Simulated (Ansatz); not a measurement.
Ti: moving Ti off its site

Ti, Fm-3m, a = 4.060 Å (as given, not relaxed at this level: -0.3 GPa). This isn't the element's structure at ambient conditions. Ansatz: PBEsol, PAW, 420 eV, Γ-centred 10×10×10 mesh on 8 atoms, Gaussian smearing 0.15 eV; no spin polarisation.

```xyz
8
Lattice="4.0600 -4.0600 0.0000 4.0600 0.0000 4.0600 0.0000 -4.0600 4.0600" Properties=species:S:1:pos:R:3 pbc="T T T"
Ti    2.0300   -2.0300    0.0000
Ti    2.0300   -4.0600    2.0300
Ti    4.0600   -2.0300    2.0300
Ti    4.0600   -4.0600    4.0600
Ti    0.0000    0.0000    0.0000
Ti    0.0000   -2.0300    2.0300
Ti    2.0300    0.0000    2.0300
Ti    2.0300   -2.0300    4.0600
```

Atom 1 (Ti) moves by x along the unit vector (0.707, 0.707, 0.000), with its periodic images; all else is held. y is the free energy of the cell over the start, F the force along the path summed over the moved atoms. Symmetry makes y even in x.

| x (Å) | y (meV) | F (eV/Å) |
| --- | --- | --- |
| -0.300 | 209.1 | 1.58 |
| -0.180 | 68.1 | 0.81 |
| -0.060 | 7.1 | 0.24 |
| 0.000 | 0.0 | 0.00 |
| 0.090 | 16.1 | -0.37 |
| 0.120 | 29.1 | -0.50 |
| 0.150 | 46.3 | -0.65 |
| 0.210 | 94.8 | -0.98 |
| 0.240 | 127.0 | -1.17 |
| 0.270 | ? | ? |

Q: Fit y = c2 x² + c4 x⁴ to the energies of the other rows, give the force constant, and predict energy and force of the missing row.

A: Least squares on the rows shown. y = 1978.5 x² + 3845.1 x⁴. The force constant is 2 c2 = 3.96 eV/Å² (for all images moving together, not for a lone atom). The force −dy/dx at the missing row is -1.37 eV/Å (computed -1.37). At x = 0.270 the fit asked for gives 164.7 meV. The run gave 164.9 meV, so the fit is 0.2 meV too low, within twice the rms miss on the fitted rows (0.2 meV).

The site is a minimum along this path, and the well stiffens with displacement: the quartic coefficient is positive, though the quadratic term still carries most of the energy at the largest displacement. The path points straight at a nearest neighbour, with another directly behind. By inversion the odd terms of these two contacts cancel, while the even ones add. The shortened contact therefore costs more than the lengthened one returns, and the hardening probably reflects the steep overlap repulsion between Ti ions, on top of the cohesion from partly filled d bands. That the energy fit also reproduces the withheld force supports a smooth well without a sizeable higher-order term in this range.

The force constant mixes several zone-boundary vibrations with a uniform translation that costs nothing, so a positive value could hide a soft individual mode and doesn't establish dynamical stability of the fcc lattice, nor a barrier against the collective sliding of close-packed planes that leads to hcp.
